## Question

Five compounds were placed in the same layered structure type and relaxed with the PBE functional, with no correction for dispersion. Three contain a metal and silicon, one nitrogen and silicon, one oxygen and silicon.

Compounds of two A atoms and three Si atoms in the A-type sesquioxide structure (P-3m1, No. 164), cell and atoms relaxed with the symmetry kept. Ansatz 0.2.0, plane-wave PAW, scalar-relativistic, PBE, no spin polarisation, cutoff 420 eV. Valence electrons are counted per formula unit by group number; energies are relative to the elements' standard states.

```tsv
formula	Z A	covalent radius A (Å)	valence electrons	volume per atom (Å³)	shortest distance (Å)	energy over elements (eV/atom)
Si3N2	7	0.71	22	13.38	1.757	-0.248
Si3O2	8	0.66	24	15.83	1.808	-1.196
Ti2Si3	22	1.6	20	16.30	2.516	-0.464
Co2Si3	27	1.26	30	11.96	2.275	-0.460
Zr2Si3	40	1.75	20	18.81	2.645	-0.639
```

Each cell holds five atoms. Repeated across the base of the cell, every atom makes one flat sheet, so the crystal is a stack of five sheets, and it has a centre of inversion. The calculation also lists the edges of the relaxed cells. The base edge is 2.9 Å in Si3N2 and 2.7 Å in Si3O2, and the heights are 9.4 Å and 12.5 Å.

(a) Oxygen is a smaller atom than nitrogen. Why does Si3O2 nevertheless take more volume per atom than Si3N2?

(b) How far can the volume of Si3O2 be trusted, and what in the numbers gives a warning?

(c) Si3O2 lies much further below its elements than Si3N2. Does silicon hold oxygen that much more strongly, and which fault of the method matters for this energy?

## Model answer

### (a) The volume measures a stack, not an atom

In a compactly bonded compound a bigger atom usually takes more room, so volume tends to follow atomic size. The volumes of the three metal compounds fit this picture: from cobalt through titanium to zirconium, covalent radius and volume per atom rise together. The cells don't swell evenly, though, since Co2Si3 has the smallest volume but the widest base. A least-squares line through these three rows, with volume per atom plotted against the cube of the radius, describes them well. With two constants for three points, it is a description and hardly a test.

The nonmetal rows were not part of that line, and they break it. From nitrogen to oxygen it gives a fall of about 0.1 Å³ per atom, whereas the calculation gives a rise of 2.45 Å³. The cell edges show where the volume goes. The base shrinks by about a tenth in area, while the height grows by about a third. Shorter bonds don't explain the narrower base, because the shortest distance is slightly longer in Si3O2.

A taller stack could mean longer bonds everywhere or a few sheets that have come apart. A simple bound decides between the two. Let $c$ be the height of the cell and $d$ the shortest distance in the crystal, which at 1.81 Å can only sensibly be a silicon–oxygen bond. Inversion turns each such bond into a second one elsewhere in the stack. A slanted bond spans less height than its length, so the two bonds together bridge at most $2d$. At most three spacings between sheets are left to fill the rest, and the widest of them, $s$, must obey

$$ s \ge \frac{c-2d}{3}. $$

For Si3O2 this gives

$$ s \ge \frac{12.5-2\times 1.808}{3}\ \text{Å} \approx 3.0\ \text{Å}. $$

A silicon–silicon bond is roughly 2.4 Å long, and a silicon–oxygen bond is shorter still. Somewhere in the stack, then, two neighbouring sheets are too far apart for an ordinary bond. The crystal has opened into slabs, and its volume includes the empty space between them.

For Si3N2 the same bound is only 2.0 Å, which by itself proves no gap. The relaxed positions do show one. The structure type starts with four silicon–nitrogen steps and one silicon–silicon step, but the sheets have not kept that order: they now run Si, Si, N, N, Si. Since the stack repeats, this makes slabs of three silicon sheets with nitrogen on both faces, and 3.8 Å separate the nitrogen sheets of neighbouring slabs.

The bound for Si3O2 is lower than this, so it proves a gap but not a wider one. The order of its sheets is not listed here. If it is the same as in Si3N2, with similar silicon–silicon spacings, the gap is about 6 Å wide and takes up most of the extra height. In the original order the openings would take up even more.

The chemical reason is argued here from valence, since no bond analysis is at hand. Nitrogen usually makes three bonds and oxygen two. In Si3N2 the one silicon sheet next to each nitrogen sheet offers every nitrogen atom three equally distant partners, and a silicon sheet can do the same for oxygen in Si3O2. That is enough for nitrogen and more than enough for oxygen, so little is left to bind another sheet on the other side. Oxygen also brings more electrons, and the valence count rises from 22 to 24. By the usual formal charges, two more electrons then stay on silicon. As lone pairs or as bonds within a sheet, they would do nothing to hold the stack together. Both compounds come out metallic, so this counting of bonds is a guide and not an exact account. It explains why the stacks open better than why Si3O2 should open more widely.

### (b) Where the missing dispersion bites

Across an open gap the electron density is low. What draws two slabs together there is mainly dispersion, the attraction between fluctuating charges on either side. PBE computes exchange and correlation from the density and its gradient at each point, and so it has no means of describing this long-range attraction. The slabs are left with a very shallow energy minimum, usually at too large a distance, and the height of the cell is poorly fixed.

Neither nonmetal run raised a warning of this; both simply count as converged. The notes supplied with the data do call the two compounds weakly bound, but that caution rests on the data makers' tests on other systems, not on these runs. The relaxations themselves give only a hint: Co2Si3 settled in 4 steps, while Si3N2 took 12 and Si3O2 took 14. A soft stack, whose height hardly changes the energy, would explain the long search, though the count alone doesn't prove it.

The height of Si3O2 is the stronger warning. A slanted silicon–oxygen bond of 1.81 Å climbs only about 0.9 Å in this cell. With the sheets ordered as in Si3N2, this leaves the gap of about 6 Å estimated in part (a). In the original order of the structure type, a single gap would have to be almost 9 Å wide if all four silicon–oxygen spacings are bonded. Two gaps would still take more than 4 Å each. Layers held together by dispersion usually lie 3 to 4 Å apart, and the 3.8 Å in Si3N2 falls within that range.

Does the missing dispersion create the unexpected order of the two volumes, or does it only exaggerate it? To bring Si3O2 down to the volume of Si3N2, its height would have to shrink by about 1.9 Å. Without dispersion, PBE typically makes the gap of a layered crystal too wide by something like half an ångström, and in bad cases by about one. A correction of 0.5 Å would remove about 0.6 Å³ per atom, a quarter of the difference.

Errors of this usual size would leave the order standing. They belong to layers that PBE still holds near contact, however, and the slabs of Si3O2 seem to lie well beyond it. The correction may be several times larger, and Si3N2 would contract as well. Whether the order survives stays open until both cells are relaxed with dispersion included. The opening of the stack is well supported; its width is not.

### (c) The energy has a different weak point

Dispersion matters little here. Layered crystals are commonly held together by roughly 0.02 eV for each square ångström of contact. For the small base of Si3O2 this comes to about 0.03 eV per atom for each gap, against a difference of 0.95 eV per atom between the two compounds.

Most of that difference belongs to the gases. To form either compound from its elements, one molecule of N2 or O2 must be broken for every five atoms of crystal. From rough recalled bond energies, this costs about 4.4 eV more for N2 than for O2 in PBE. The stronger nitrogen bond thus accounts for $4.4/5\approx 0.9$ eV per atom, nearly the whole difference. Measured from free atoms of nitrogen or oxygen, the two crystals are bound about equally well, within the accuracy of these rough values.

The same molecules bring in the fault, and the energies in the table carry no correction for it. PBE makes the compact multiple bond of O2 too strong by about 1 eV, and that of N2 by about 0.7 eV. The single bonds in the crystal don't carry the same error, so it cancels only in part. An element that is too stable makes its compound look too weakly bound. For Si3O2 the shift is at most of the order of 0.2 eV per atom, several times the effect of the missing dispersion.

This estimate, like the comparison of the two gas bonds above, supposes that O2 was computed in its magnetic ground state. The crystals were calculated without spin, and the treatment of the molecule is not stated. Non-magnetic O2 lies about 1 eV higher, which would offset the error almost completely.

A negative energy over the elements also doesn't make a compound stable. Silicon dioxide plus silicon has the same composition as Si3O2, and from rough measured heats of formation this mixture lies about 0.7 eV per atom lower. Allowing for the oxygen error still leaves about 0.5 eV. Silicon nitride plus silicon beats Si3N2 in the same way, by 0.4 to 0.5 eV.

Both differences are well beyond the errors estimated here for the gases. The calculation relaxed one starting structure within its prescribed symmetry, and these elements prefer other arrangements: in silicon dioxide and silicon nitride each silicon atom is surrounded by four oxygen or nitrogen atoms. Because the symmetry was kept, the relaxed cells may even be saddle points, from which a less symmetric distortion would lower the energy and could change the volume. The single trial structure is therefore a limit of its own, and it may also be that no stable compound exists at these compositions.

## Remarks on the reasoning

**A poor fit is not yet a diagnosis.** The line through the metal rows gives less than 9 Å³ per atom for both nonmetal compounds, far below the computed values. It would be tempting to call this miss the volume of the gap. Yet directed covalent bonds leave much open space by themselves, as in solid silicon, so only part of the miss need be a gap. The evidence for a gap in Si3O2 is the bound on the spacing, which needs no atomic radius.

**One fault need not spoil every quantity.** The attraction missing between slabs is weak, so it hardly changes the energy. For the same reason the height reacts strongly to it, because little else holds the slabs in place. The error in O2 works the other way round: it shifts the energy over the elements, but it doesn't enter the forces in the crystal and leaves the volume alone. A candidate who writes only that "PBE is inaccurate for Si3O2" has missed this distinction.

**The choice of comparison can remove an error.** If silicon dioxide, silicon and Si3O2 were all computed in the same way, both sides of the comparison would contain the same amount of oxygen. The energy of the O2 molecule would then drop out. The estimate in part (c) lacks this advantage, because it sets a computed energy against a measured heat, and so it deserves no more than one figure.

**The metal rows have a limit of their own.** Co2Si3 was computed without spin, and a magnetic state may lie lower. Such a state would probably have a somewhat larger volume and would bend the line used in part (a). The line also mixes cell shapes: the height is about twice the base edge in Ti2Si3 and Zr2Si3, but only 1.2 times in Co2Si3, so the radius isn't all that changes. The argument for an opened stack in Si3O2 doesn't use this line. Si3N2 and Si3O2 were also computed without spin, however, so their cells and energies are those of the non-magnetic state only.

For a related layered compound, the same reasoning suggests a first check. If a smaller atom that forms fewer bonds gives a narrower base but a taller cell, the volume should not be read as atomic size. The spacing between the sheets should be examined first, and then recomputed with dispersion included.
